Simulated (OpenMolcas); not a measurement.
## Predicting a hybrid from its neighbours: GaH2ClO

The species is GaH2ClO (5 atoms), meant as a singlet with charge 0. As SMILES, `[OH][GaH][Cl]`. The coordinates come from a PBE0-D4/def2-TZVP relaxation. This is one conformer, not always the lowest.

The HOMO–LUMO gap y, in eV, basis def2-SVPD; a is the functional's share of exact exchange. Programs: OpenMolcas 26.06.

| functional | program | a | y (eV) |
| --- | --- | --- | --- |
| PBE | OpenMolcas | 0 | 5.61 |
| BLYP | OpenMolcas | 0 | 5.50 |
| B3LYP | OpenMolcas | 0.2 | ? |
| PBE0 | OpenMolcas | 0.25 | 7.83 |
| BHLYP | OpenMolcas | 0.5 | 9.85 |

Q: Fit y = c + s·a to the known rows and predict B3LYP.

A: 
1. Means of the 4 rows: a = 0.1875, y = 7.197.
2. Σ(Δa)² = 0.17188, Σ(Δa·Δy) = 1.4844, so the slope is 1.4844/0.17188 = 8.6363.
3. Intercept: 7.197 − (8.6363) × 0.1875 = 5.578. The largest residual of the fit is 0.093.
4. B3LYP: 5.578 + (8.6363) × 0.2 = 7.31 eV.

The run gave 7.27 eV, so the prediction is off by +0.04 eV, within the largest residual. Exact exchange lowers occupied levels and raises empty ones. The rows mix families of semi-local functionals, which the line can't see.

The gap widens almost in proportion to the share of exact exchange, from 5.61 eV in PBE to 7.83 eV in PBE0 and 9.85 eV in BHLYP. Near-linearity is expected when the frontier orbitals keep their shape: the mixing then mainly scales the difference between non-local and semi-local exchange felt by each orbital. An occupied orbital gains exchange stabilisation that includes cancellation of its own Coulomb repulsion, while an empty one has no such self-term to cancel and loses the attraction of the semi-local potential. The slope is probably steep because the HOMO is compact, with chlorine and oxygen lone-pair character, whereas the LUMO should lean towards gallium.

The small deviations are systematic: PBE and PBE0 lie above the line, while BLYP, BHLYP and the computed B3LYP value lie below it. This suggests that the semi-local part mostly shifts the gap by a small offset, with exact exchange setting the slope. The successful interpolation supports a regularity among functionals, not the accuracy of any of these gaps as an excitation energy or as the difference between ionisation energy and electron affinity.
